In the radical CH3BBr a methyl group sits on a boron atom that is short of electrons. Take one hydrogen of that methyl group, H4, and swing it towards boron or away from it while every other atom stays in place. The energy rises on both sides. Four methods of working out the energy of the electrons, A to D, were asked how steeply it rises. They used the same atomic positions, and CCSD(T) serves as the reference. How far do their errors show which method stands behind each letter, and where do these errors come from?

CH3BBr (SMILES C[B]Br), spin multiplicity 2. Ansatz 0.2.0, gas phase, PBE0-D4/def2-TZVP structures, open shells unrestricted, frozen cores; def2-TZVPP; frozen shells of the heavier atoms: default with filled d correlated. A rigid scan of the bend H4-C1-B2 (atoms in SMILES order, hydrogens last). Energies are counted from the minimum structure at the same level. The same in all rows: T1 diagnostic 0.012.

```
bend (°)  CCSD(T) (eV)  method A (eV)  method B (eV)  method C (eV)  method D (eV)  method A less CCSD(T) (eV)
    76.3        0.5392         0.5249         0.5271         0.5288         0.5543                     -0.0143
    83.8        0.3059         0.2995         0.2988         0.2994         0.3145                     -0.0064
    91.3        0.1365         0.1353         0.1337         0.1331         0.1406                     -0.0012
    98.8        0.0336         0.0345         0.0333         0.0324         0.0349                      0.0009
   106.3        0.0000         0.0000         0.0000         0.0000         0.0000                      0.0000
   113.8        0.0373         0.0339         0.0355         0.0376         0.0375                     -0.0034
   121.3        0.1461         0.1372         0.1407         0.1460         0.1481                     -0.0089
   128.8        0.3260         0.3097         0.3153         0.3247         0.3314                     -0.0163
   136.3        0.5757         0.5498         0.5579         0.5723         0.5859                     -0.0259
```

The signs already sort the methods. D lies above CCSD(T) in every bent row, so it makes the bend too stiff. B lies below it in every bent row, and so do A and C apart from one row each close to the minimum, where the differences are tiny. A, B and C therefore make the bend too soft, though C hardly does so at wide angles.

The way the differences grow says more. All curves are set to zero at the same structure, so close to it the difference $\Delta$ between a method and CCSD(T) can be written as

$$\Delta(t) \approx s\,t + \tfrac{1}{2}k\,t^2 ,$$

where $t$ is the bend less 106.3°. The first term, with slope $s$, arises if the method prefers a slightly different angle. The second, with $k$, arises if it has the wrong stiffness. Averaging the two sides removes the first term, and what remains should grow fourfold when $t$ doubles.

Take D as the example. At 15° from the minimum its differences are 4.1 and 2.0 meV, with a mean of 3.05 meV. Four times this is 12.2 meV, and the mean of the two rows at 30°, which played no part in the estimate, is 12.7 meV. The other methods follow the rule too, B least well with a factor of 3.6, as the output after this text shows.

A mere shift of the preferred angle would largely cancel in this mean. What remains is an error in the cost of bending, roughly in proportion to the rise itself. Its fourfold growth does not name the cause, though, since almost any smooth difference between two curves begins in this way. The single sides tell more. A false attraction between H4 and boron would act mainly on the narrow side, yet at the ends of the scan A and B err more on the wide one, while C and D err more on the narrow one. No single misjudged contact fits all four, so the letters have to be looked at one by one.

For D the size of the error helps. In the CCSD(T) run at 76.3°, the Hartree–Fock part alone rises by 0.651 eV, while the full result is 0.539 eV. Electron correlation, the mutual avoidance of electrons that Hartree–Fock leaves out, thus softens the bend by 0.112 eV. D is too high by only 0.015 eV, as if it held most of the correlation but not the last part. A smaller basis could look much the same, because it also holds correlation back, but the caption names one basis for all columns.

For A there is a hint of another kind. The structure at the zero was optimised with PBE0-D4 in the slightly smaller def2-TZVP basis. If that method should be among the four, its curve would be nearly flat there. The minimum of A lies closest, 0.06° away, but B follows at 0.10°, so this is a hint and no proof. The table thus suggests that D is a method which lacks the last part of the correlation, but it does not settle the names of A, B and C.

Rigid scan of the H4-C1-B2 bend in doublet CH3BBr (SMILES C[B]Br; atoms in SMILES order, hydrogens last), computed with Ansatz 0.2.0 in the gas phase, unrestricted, with def2-TZVPP. MP2, CCSD and CCSD(T) freeze the cores but correlate Br 3d. Each energy is relative to the same method's value at the PBE0-D4/def2-TZVP minimum.

The zero of every column is the optimised structure itself, at 106.3°, while the lowest point of the rigid PBE0-D4 curve lies at 106.4°.

D is CCSD, and its difference from CCSD(T) is by construction the change in the energy of the triples, the correlated motion of three electrons at a time. The table therefore shows directly that triples soften this bend on both sides. A possible reason, which the runs do not test, lies in what bending does to a bond. The carbon orbital that binds H4 points along the old direction, and when H4 moves off that line the overlap gets worse. The filled bonding level then rises and the empty antibonding level falls.

Electrons avoid one another by borrowing from empty orbitals, and the smaller the gap to these orbitals, the cheaper the loan. By this standard argument a bent bond gains more correlation energy than an unbent one. Crowding may add to the effect: H4 comes within 1.67 Å of boron at the narrow end and within 1.56 Å of its fellow hydrogens at the wide end, so that electron pairs are pushed into each other's space. A method that leaves out part of the correlation loses more of it in the bent structure and finds bending too costly.

C is MP2, which errs the other way for a related reason. It lets each pair of electrons respond on its own, as though the other pairs took no notice. When the gaps shrink, such a response tends to come out too strong, whereas in CCSD the pairs feel one another and the response is damped. At 76.3° MP2 correlation lowers the rise by 0.123 eV and CCSD correlation by 0.097 eV.

MP2 also lacks the triples, and this second fault works against the first. At the narrow end the excess is the larger of the two, and MP2 ends up 10 meV too low. At the wide end they nearly balance, and only 3 meV remain. MP2 thus comes closer to CCSD(T) than CCSD does at both ends of the scan, although it is the cruder theory. Its good result is a cancellation, and the change from one side to the other shows that the balance depends on the direction of the bend.

A and B, the density functionals PBE0-D4 and wB97M-V, do not build correlation from excitations, so their errors cannot be split in this way. Averaged over the two ends, they are too soft by 3.6% and 2.7% of the CCSD(T) rise. It is tempting to blame boron: its empty orbital can draw on the C–H4 bond, and approximate functionals often favour such sharing of electrons too much. Yet both err more at the wide end, where H4 has moved away from boron, so this can be only part of the cause. Perhaps they also underrate the repulsion between crowded C–H bonds, but that is a guess which these numbers do not test.

These percentages belong to a hydrogen that moves alone. If the other atoms were free to follow, they would relieve some of the crowding and the whole rise would be lower. The errors are also relative to CCSD(T) in the same basis. No larger basis was tried, so their exact sizes are uncertain. A shift of a few meV would leave the signs at the ends of the scan as they are, except for MP2 at the wide end, but it could overturn the small differences near the minimum.

The analysis program printed:

```
Differences from CCSD(T) in meV and distances of H4 in angstrom:
    row      A      B      C     D  B to H4  H4 to nearest H
   76.3  -14.3  -12.1  -10.4  15.1    1.674            1.907
   83.8   -6.4   -7.1   -6.5   8.6    1.801             1.88
   91.3   -1.2   -2.8   -3.4   4.1    1.921            1.848
   98.8    0.9   -0.3   -1.2   1.3    2.033             1.81
  106.3      0      0      0     0    2.138            1.767
  113.8   -3.4   -1.8    0.3   0.2    2.234             1.72
  121.3   -8.9   -5.4   -0.1     2    2.321            1.668
  128.8  -16.3  -10.7   -1.3   5.4    2.398            1.613
  136.3  -25.9  -17.8   -3.4  10.2    2.466            1.555
A, two-sided mean difference at 30 degrees, % of the CCSD(T) rise: -3.606
B, two-sided mean difference at 30 degrees, % of the CCSD(T) rise: -2.682
C, two-sided mean difference at 30 degrees, % of the CCSD(T) rise: -1.238
D, two-sided mean difference at 30 degrees, % of the CCSD(T) rise: 2.269
A, growth of that mean from 15 to 30 degrees (stiffness error gives 4): 3.98
B, growth of that mean from 15 to 30 degrees (stiffness error gives 4): 3.646
C, growth of that mean from 15 to 30 degrees (stiffness error gives 4): 3.943
D, growth of that mean from 15 to 30 degrees (stiffness error gives 4): 4.148
A, minimum of the rigid curve from the zero structure, degrees: 0.06114
B, minimum of the rigid curve from the zero structure, degrees: -0.0962
C, minimum of the rigid curve from the zero structure, degrees: -0.256
D, minimum of the rigid curve from the zero structure, degrees: -0.1147
Hartree-Fock rise at 76.3, eV: 0.6514
Lowering of this rise by MP2 correlation, eV: 0.1226
Lowering of this rise by CCSD correlation, eV: 0.09713
Further lowering by the triples, eV: 0.01512
CCSD share of the CCSD(T) lowering, %: 86.53
MP2 share of the CCSD(T) lowering, %: 109.2
Change of the D4 dispersion energy at 76.3, meV: -0.692
```
